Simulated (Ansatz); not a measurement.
A series in temperature on Sb

Harmonic phonon free energy (zero-point part included), entropy and heat capacity at constant volume from interpolated force constants; periodic cell, basis, potentials, k mesh and filling as listed. The results are calculated, by Ansatz 0.2.0.

Structure of every row (space group R-3m, No. 166):
```
CELL_PARAMETERS angstrom
2.15420 1.24370 3.75800
-2.15420 1.24370 3.75800
0.00000 -2.48750 3.75800
ATOMIC_POSITIONS crystal
Sb 0.23349 0.23349 0.23349
Sb 0.76651 0.76651 0.76651
```

Settings of every row: functional PBE; dispersion none; potentials PAW; wave cutoff 420 eV; density cutoff 1680 eV; k mesh 10x10x10; k shift 0x0x0; occupations gaussian; smearing width 0.1 eV; spin none; phonon method finite displacements; phonon supercell 2x2x2; dipole term of polar modes left out.

Limits: coarse k mesh; volume not checked for rest.

| row | temperature (K) | phonon heat capacity (k_B/atom) | phonon entropy (k_B/atom) | phonon free energy (meV/atom) |
| --- | --- | --- | --- | --- |
| 1 | 160 | 2.767 | 3.638 | -5.44 |
| 2 | 240 | ? | ? | ? |
| 3 | 320 | 2.938 | 5.628 | -70.75 |
| 4 | 400 | 2.96 | 6.286 | -111.9 |
| 5 | 480 | 2.972 | 6.827 | -157.16 |
| 6 | 560 | 2.979 | 7.286 | -205.84 |
| 7 | 640 | 2.984 | 7.684 | -257.47 |
| 8 | 720 | 2.987 | 8.035 | -311.67 |
| 9 | 800 | 2.99 | 8.35 | -368.17 |
| 10 | 880 | 2.992 | 8.635 | -426.74 |
| 11 | 960 | 2.993 | 8.896 | -487.18 |

Question: what phonon heat capacity and phonon entropy should row 2 give?

Worked fit of phonon heat capacity. At high temperature a harmonic heat capacity falls short of its limit by a term in 1/T², so take t = (100 K / T)². The shown rows have t = 0.39062, 0.09766, 0.0625, 0.0434, 0.03189, 0.02441, 0.01929, 0.01562, 0.01291, 0.01085. Least squares give phonon heat capacity = 2.9999 − 0.6478 × t + 0.1321 × t² k_B/atom; a straight line predicts inner rows, each left out in turn, worse (root mean square 0.0013 against 0.00035 k_B/atom). All shown rows lie on it to the printed digit. The constant, 2.9999 k_B/atom, is to be held against the harmonic limit of 3 k_B an atom. The withheld row has t = 0.17361, so the fit gives 2.9999 − 0.6478 × (0.17361) + 0.1321 × (0.17361)² = 2.891 k_B/atom.

The calculation gave 2.892 k_B/atom. The fit lies 0.001 k_B/atom (0.44 % of the column's range) below it, one unit of the last digit.

Worked fit of phonon entropy. Entropy rises as the heat capacity times the change of ln T, so take t = ln(T / 300 K). The shown rows have t = -0.6286, 0.0645, 0.2877, 0.47, 0.6242, 0.7577, 0.8755, 0.9808, 1.0761, 1.1632. Least squares give phonon entropy = 5.4463 + 2.91109 × t + 0.04966 × t² k_B/atom; a straight line predicts inner rows, each left out in turn, worse (root mean square 0.015 against 0.004 k_B/atom). The rows lie off it by 0.002, -0.006, -0.002, 0.002, 0.003, 0.003, 0.002, 0.001, -0.001, -0.004 (root mean square 0.003 k_B/atom), a smooth pattern that one more power would take up: the form is only approximate. The slope at t = 0, 2.91 k_B/atom, estimates the heat capacity at 300 K. The withheld row has t = -0.2231, so the fit gives 5.4463 + 2.91109 × (-0.2231) + 0.04966 × (-0.2231)² = 4.799 k_B/atom.

The calculation gave 4.788 k_B/atom. The fit lies 0.011 k_B/atom (0.21 % of the column's range) above it; its largest miss of a shown row is 0.006 k_B/atom.

The other values of row 2: phonon free energy -34.72 meV/atom.
